# Five functionals in one crystal of cadmium sulfide

A density functional has its own preferred size for a crystal. Here five hybrid functionals, which mix exact exchange into an approximate density functional, are given the same wurtzite CdS cell with the same atomic positions. The cell comes from a relaxation with r2SCAN, a functional without exact exchange. It is held fixed, so each functional's preference appears as a pressure.

Hybrid density functional calculations with Ansatz 0.2.0 for wurtzite CdS (4-atom cell) at the fixed r2SCAN geometry, using plane waves and PAW potentials. All rows use a 6×6×4 k mesh and fixed occupations, without spin polarisation or spin–orbit coupling. Pressure and stress are positive in compression.

```tsv
functional	wave cutoff	pressure (GPa)	stress xx (GPa)	stress yy (GPa)	stress zz (GPa)
DDH-PBE0	420 eV	0.500	0.500	0.500	0.500
HSE06	420 eV	0.200	0.200	0.200	0.200
LC-wPBE	420 eV	-2.300	-2.300	-2.300	-2.400
PBE0	420 eV	0.100	0.100	0.100	0.100
r2SCANh	500 eV	-0.300	-0.300	-0.300	-0.300
```

## 1. What does the sign of the pressure tell us?

Pressure is minus the slope of the energy against volume. If a functional's energy minimum lies at a larger volume, the crystal pushes outwards against the fixed cell, and the pressure is positive. If the minimum lies at a smaller volume, the crystal pulls inwards, and the pressure is negative.

DDH-PBE0 therefore wants a larger cell than the one supplied, and LC-wPBE a much smaller one. HSE06 and PBE0 lean towards a larger cell and r2SCANh towards a smaller one, but their pressures are small and the stress is loosely converged, so these three signs are less certain. The stresses xx, yy and zz, which act along three perpendicular directions, are nearly equal within each row. The functionals thus disagree about the size of the crystal and hardly about its shape.

## 2. How large is the disagreement in terms of volume?

Near its minimum, the energy is a parabola in the volume V:

E ≈ E₀ + B(V − V₀)²/(2V₀)

Here V₀ is the volume that the functional prefers, E₀ the energy there, and B the bulk modulus, the resistance to compression. Taking minus the slope gives P = B(V₀ − V)/V₀, so the relative change of volume that the functional wants is about P/B. For CdS, B is roughly 60 GPa, a recalled value brought in from outside the table and used for every row.

Take LC-wPBE. Its pressure before rounding is −2.34 GPa, and −2.34/60 = −0.039, a shrinkage of about 4% in volume. Each length changes by a third of that, about 1.3%, which shortens the Cd–S contact by some 0.03 Å. For the other four functionals the wanted volume change stays below 1%.

A parabola ignores that a solid stiffens when squeezed. A Murnaghan curve, which includes this with a typical stiffening constant of 4, changes the LC-wPBE estimate only from 3.9 to 4.2%. The uncertain bulk modulus matters more, and relaxing the cell with each functional would be the real test.

## 3. Why does more exact exchange lower the pressure?

DDH-PBE0 and PBE0 make the cleanest pair, because they share all ingredients except the fraction of exact exchange. PBE0 uses a quarter. DDH-PBE0 takes its fraction from the dielectric constant of the material, and its smaller band gap, 2.25 eV against 2.83 eV, shows that this fraction is the lower one. Going from DDH-PBE0 to PBE0, the pressure falls by about 0.4 GPa.

Theory offers a likely reason. In an approximate functional such as PBE, an electron partly repels itself, and this spurious repulsion spreads its orbital outwards. Exact exchange cancels the self-repulsion in proportion to its share. The filled 4d shell of cadmium and the 3p shell of sulfur then draw closer to their nuclei.

Filled shells on neighbouring atoms resist overlap, because the Pauli principle forces their electrons into states of higher kinetic energy. Tighter shells overlap less at a given distance, so this resistance weakens. The attraction between the atoms can then pull them closer before the two balance. In a cell that may not shrink, the same shift appears as a weaker outward push, hence a lower pressure.

The table shows the direction for this one pair; the chain from self-repulsion to shell overlap is argued. Exact and approximate exchange energies may also change differently with volume even for the same orbitals, and no row separates the two effects. r2SCANh fits the same picture: it adds a small share of exact exchange to r2SCAN, the functional that supplied the cell, and its pressure is slightly negative. That reading assumes that r2SCAN itself would show almost no pressure here, which no row tests.

## 4. Does a larger band gap then mean a smaller crystal?

Within the pair above it does, because both quantities respond to the same dial. Across the whole table the rule breaks. DDH-PBE0, HSE06 and r2SCANh have gaps within 0.06 eV of each other, yet their pressures spread over 0.75 GPa.

Part of the reason probably lies in the part of the functional that is not exact exchange. DDH-PBE0 and HSE06 are built on PBE, which tends to make solids of this kind too large. r2SCANh is built on r2SCAN, which starts from a more compact crystal. This can't be the whole reason, because DDH-PBE0 and HSE06 share PBE and still differ by 0.27 GPa. They also differ in the share of exact exchange and in its range, since HSE06 drops it between distant electrons, and loose convergence may add to the difference. A guess for a neighbouring functional should therefore ask two things in turn: what size the underlying functional prefers, and how much exact exchange is added to it at which distances.

## 5. Why does LC-wPBE stand so far apart?

Its pressure lies about 2 GPa below that of r2SCANh, the next lowest. The other four functionals together span less than half of that distance. Something stronger than a modest change in the exchange fraction must be at work.

LC-wPBE differs in how it treats electrons that are far apart: between them it uses exact exchange in full. In a real solid the surrounding electrons screen this interaction, and the dielectric constant measures by how much. Leaving the screening out is known to open gaps far too widely, and here the gap is 7.0 eV, against a measured value of roughly 2.5 eV.

It is plausible that the same excess of exchange also contracts the crystal, by the route described in part 3. This remains a guess, since LC-wPBE also differs at short range: there its exact exchange fades out, while PBE0 keeps its quarter at every distance. A calculation with the same functional and a reduced long-range share would test it.

## 6. PBE0 is closest to zero pressure. Is it the most accurate?

Zero pressure means agreement with the r2SCAN cell, and that cell is itself larger than the measured one, by roughly 2% in volume. A functional that reproduced the measured volume would want to shrink the cell by this amount. With the bulk modulus used above, it would show a pressure of about −1 GPa.

No row lies there. The four functionals near zero would give a crystal about 2 to 3% too large in volume, and LC-wPBE one about 2% too small. The outlier of the table is thus about as far from experiment as the others, on the opposite side. These are rough figures, because they rest on recalled values and compare a motionless lattice with a vibrating crystal, which is slightly swollen.

## 7. Which digits can be trusted?

A step of 0.1 GPa, the last printed digit, corresponds to less than 0.2% in volume. Rounding alone can create such a step. For LC-wPBE the table prints −2.3 GPa for xx and −2.4 GPa for zz, but before rounding the two differ by only 0.03 GPa.

Convergence is the more serious limit. The thresholds were loose for a stress calculation in every row, and the resulting error is unknown. Exact exchange that is not screened, as in every row except HSE06, also converges more slowly with the k mesh, and only one mesh was used. The difference of 0.15 GPa between HSE06 and PBE0 should therefore carry no physical story. r2SCANh was also run with a higher plane-wave cutoff than the others, and stress is sensitive to that setting, so its exact distance from PBE0 is uncertain too.

The low position of LC-wPBE is a much safer result, because it rests on a difference of 2 GPa. The step from DDH-PBE0 to PBE0 lies in between. It is larger than the differences just set aside, and both rows share the same cutoff and mesh, so part of their errors should cancel.

## 8. What would change with zinc in place of cadmium?

Zinc sulfide also joins a filled d shell to sulfur, so the argument of part 3 carries over: a larger share of exact exchange should again lower the pressure. The size of the pressures would differ, because zinc sulfide is the stiffer solid. In CdS a volume mismatch of 1% produces about 0.6 GPa; in a solid twice as stiff, the same mismatch would produce 1.2 GPa.

A large pressure can therefore come from a large mismatch in volume or from a hard material. To compare functionals across several materials, divide each pressure by the bulk modulus first. What remains is roughly the relative change of volume that the functional wants. It measures the functional's error only if the supplied cell is the measured one; otherwise the offset of the cell must be added, as in part 6.
